The cheap way to correct a band structure is to compute the gap once at a costly level of theory and lift every empty band by the difference. The decision is whether that single number will do, or whether more of the bands must be computed at the costly level. It matters wherever levels above the band edge count, as in optical absorption well beyond its onset. Here the question is put to an ordered alloy of aluminium, arsenic and nitrogen, a constructed crystal that need not be the stable phase.

Band levels of Al4AsN3, an ordered alloy on the zincblende lattice (space group I-42m, 8 atoms in the cell), measured from the valence top at each level of theory. Ansatz 0.2.0, plane-wave PAW, 420 eV cutoff, no spin polarisation, cell relaxed with r2SCAN. The cheaper level is PBE on an 8×8×8 k mesh, the costlier HSE06 on a 4×4×4 mesh.

| point name | band v2, cheaper level (eV) | band v1, cheaper level (eV) | band c1, cheaper level (eV) | band c2, cheaper level (eV) | band v2, costlier level (eV) | band v1, costlier level (eV) | band c1, costlier level (eV) | band c2, costlier level (eV) |
| --- | --- | --- | --- | --- | --- | --- | --- | --- |
| Gamma | -0.398 | -0.398 | 0.521 | 3.589 | -0.445 | -0.445 | 1.380 | 4.664 |
| X | -0.607 | 0.000 | 3.613 | 4.015 | -0.638 | 0.000 | 4.674 | 5.138 |
| P | -0.432 | -0.432 | 4.097 | 4.567 | -0.463 | -0.463 | 5.242 | 5.676 |
| N | -1.399 | -0.512 | 3.449 | 3.772 | -1.479 | -0.532 | 4.530 | 4.824 |
| M | -0.684 | -0.684 | 0.898 | 2.556 | -0.714 | -0.714 | 1.751 | 3.460 |
| S | -0.859 | -0.702 | 2.255 | 4.448 | -0.884 | -0.794 | 3.198 | 5.462 |
| S_0 | -0.859 | -0.702 | 2.255 | 4.448 | -0.884 | -0.794 | 3.198 | 5.462 |
| R | -0.650 | -0.452 | 3.422 | 3.897 | -0.715 | -0.482 | 4.465 | 4.984 |
| G | -0.650 | -0.452 | 3.422 | 3.897 | -0.715 | -0.482 | 4.465 | 4.984 |

Bands v1 and v2 are the two highest filled bands, c1 and c2 the two lowest empty ones. PBE is the cheaper level, HSE06 the costlier. S and S_0 are equivalent by symmetry, as are R and G, so there are seven independent points. At both levels the highest filled state lies at X and the lowest empty one at Γ, and the gap between them opens from 0.52 to 1.38 eV.

**A shift that grows with height**

The gap opens by 0.86 eV, but the empty bands don't all rise by that amount. Band c1 rises by about 0.86 eV at Γ and M, where it lies lowest, and by 1.15 eV at P, where it lies highest. Lifting it everywhere by the gap correction would therefore leave it almost 0.3 eV too low at P. The empty band is raised and stretched at once.

The cause lies in exchange, the part of the electron interaction that the two levels treat differently. HSE06 replaces a quarter of the short-range PBE exchange by exact exchange. If the orbitals themselves hardly change, the energy of state $i$ moves by

$$\Delta_i \approx \tfrac{1}{4}\left(K_i - V_i\right),$$

where $K_i$ is the short-range exact-exchange energy of that state and $V_i$ its PBE counterpart. Both are negative, so a state goes down if exact exchange binds it more strongly than PBE does, and up if it binds it more weakly.

Exact exchange distinguishes filled from empty states. To find $K_i$, one multiplies orbital $i$ by each filled orbital in turn and takes the electrostatic energy of the resulting overlap charge. A filled state takes part in this sum itself: when the filled orbitals are combined into localised ones, each meets its own full charge, which gives a large binding term. An empty state meets only orbitals orthogonal to it, and its overlap charges have positive and negative parts that largely cancel. The PBE potential at each place depends on the density there and on how it varies close by, and it acts alike on filled and empty states. Replacing part of it therefore tends to lower the former and raise the latter.

The band edges of the two calculations agree with this picture. If both have the same zero of potential, the valence top falls by 0.64 eV and the conduction bottom rises by 0.22 eV. The sum is the gap opening of 0.86 eV. The table hides this division, because it sets the valence top to zero at each level.

The same overlap charges offer a reason for the stretch. A higher empty state usually oscillates more rapidly in space, so its overlap charges change sign over shorter distances and have less electrostatic energy. Exact exchange then binds it less, while its PBE exchange energy depends only on where its charge sits. The upward shift should therefore grow with height in the band. This is an argument from theory about a tendency, since the energy of a state also depends on which atoms it sits near.

**The simple model**

The simplest form of this idea is a constant shift plus a small part proportional to height. With $E$ the PBE energy of an empty level above the valence top, a least-squares line through c1 at the seven independent points gives

$$\text{rise} \approx 0.79\ \text{eV} + 0.079\,E.$$

Its typical miss is 0.02 eV, against 0.11 eV for the best uniform shift. The two constants describe this band in this crystal and aren't separate physical quantities. The printed output after this text gives the comparison point by point.

Band c2 took no part in the fit and so provides a test. At N it lies at 3.77 eV in PBE, and the line predicts a rise of $0.79 + 0.079 \times 3.77 \approx 1.09$ eV. HSE06 gives 1.05 eV, so the estimate is 0.04 eV too high. Over all seven points the typical miss for c2 is 0.06 eV, only modestly better than the 0.09 eV left by the uniform shift taken from c1.

**Where height is not enough**

The line fails most clearly for c2 at S and M, where it predicts too large a rise, by 0.13 and 0.09 eV. Two levels of nearly equal height show why no better line would cure this. In PBE, c2 at P lies only 0.12 eV above c2 at S, which on the line is worth 0.01 eV of extra rise. The calculation gives ten times as much. Height must be standing in for something else, which it follows well in c1 and less well in c2.

By the formula above, that something is the difference between a state's exact and PBE exchange energies. Two states can have the same PBE level and yet differ in this, if one sits close to the atoms that hold the valence electrons and the other mainly in the open spaces of the lattice, where both kinds of exchange are weak. The repeat unit of this crystal is four times that of simple zincblende, so states from different parts of the zincblende band structure are folded onto the same point, where they can lie close in energy and yet differ in shape. It is a guess, which a map of the orbitals could test, that c2 at S and M sits more in these open spaces and is therefore raised less. Part of the misfit at S may also be numerical: the HSE06 run used a coarser k mesh than the PBE run, S doesn't lie on it, and convergence with the mesh wasn't tested. M does lie on it, and so does P, where c2 lies 0.47 eV above c1 in PBE and yet rises 0.04 eV less.

The filled bands carry the same warning on a smaller scale. Measured from the valence top, their levels sink by less than 0.1 eV, but not in order of depth. Band v1 sinks by 0.05 eV at Γ but by only 0.03 eV at M, where it lies deeper.

**What to compute at the costly level**

For the lowest empty band of this crystal, two costly levels, each measured from the costly valence top, serve much better than the gap alone: one where the cheap band is lowest and one where it is highest. Here these are Γ and P, and a straight line between their shifts reproduces c1 at every other point to within 0.06 eV of HSE06. The same line misses c2 by up to 0.16 eV, at S. If the second band matters to that accuracy, it should be computed directly.

Numerical output:

```
fit of rise1 on 7 rows (indep > 0): constant 0.7923 +/- 0.022, coefficient of point_c1 0.07883 +/- 0.0074; rms 0.0216, worst P -0.0298, leave-one-out rms 0.0325
  rows outside the fit (model, value, miss): S_0 0.97, 0.943, 0.027; G 1.062, 1.043, 0.019
Shifts from PBE to HSE06 and misses of the line (prediction less value) in eV:
    row  c1 rise  c2 rise   c1 miss    c2 miss  v1 sinking  v2 sinking
  Gamma    0.859    1.075  -0.02565  0.0002028       0.047       0.047
      X    1.061    1.123   0.01609   -0.01421           0       0.031
      P    1.145    1.109  -0.02975     0.0433       0.031       0.031
      N    1.081    1.052  -0.01683    0.03763        0.02        0.08
      M    0.853    0.904   0.01007    0.08977        0.03        0.03
      S    0.943    1.014   0.02704     0.1289       0.092       0.025
    S_0    0.943    1.014   0.02704     0.1289       0.092       0.025
      R    1.043    1.087   0.01904    0.01248        0.03       0.065
      G    1.043    1.087   0.01904    0.01248        0.03       0.065
Mean rise of c1 over seven points (eV): 0.9979
Rms miss of a rigid shift for c1 (eV): 0.1055
Rms miss for c2 of the rigid shift taken from c1 (eV): 0.08776
Rms miss for c2 of the line taken from c1 (eV): 0.06361
Ratio HSE06 to PBE of c1 at Gamma: 2.649
Ratio HSE06 to PBE of c1 at P: 1.279
Stretch of the c1 span from Gamma to P (percent): 7.998
Stretch of the depth of v2 at N below the valence top (percent): 5.718
Direct gap at Gamma in PBE (eV): 0.919
Direct gap at Gamma in HSE06 (eV): 1.825
Opening of the direct gap at Gamma (eV): 0.906
Spacing of v1 and v2 at S in PBE (eV): 0.157
Spacing of v1 and v2 at S in HSE06 (eV): 0.09
PBE height of c2 at P above c2 at S (eV): 0.119
Rise of c2 at P less rise of c2 at S (eV): 0.095
PBE height of c2 at M above c1 at S (eV): 0.301
Rise of c2 at M less rise of c1 at S (eV): -0.039
Fall of the valence top on the raw scale (eV): 0.6435
Rise of the conduction bottom on the raw scale (eV): 0.2158
Share of the gap opening due to the valence top (percent): 74.89
```
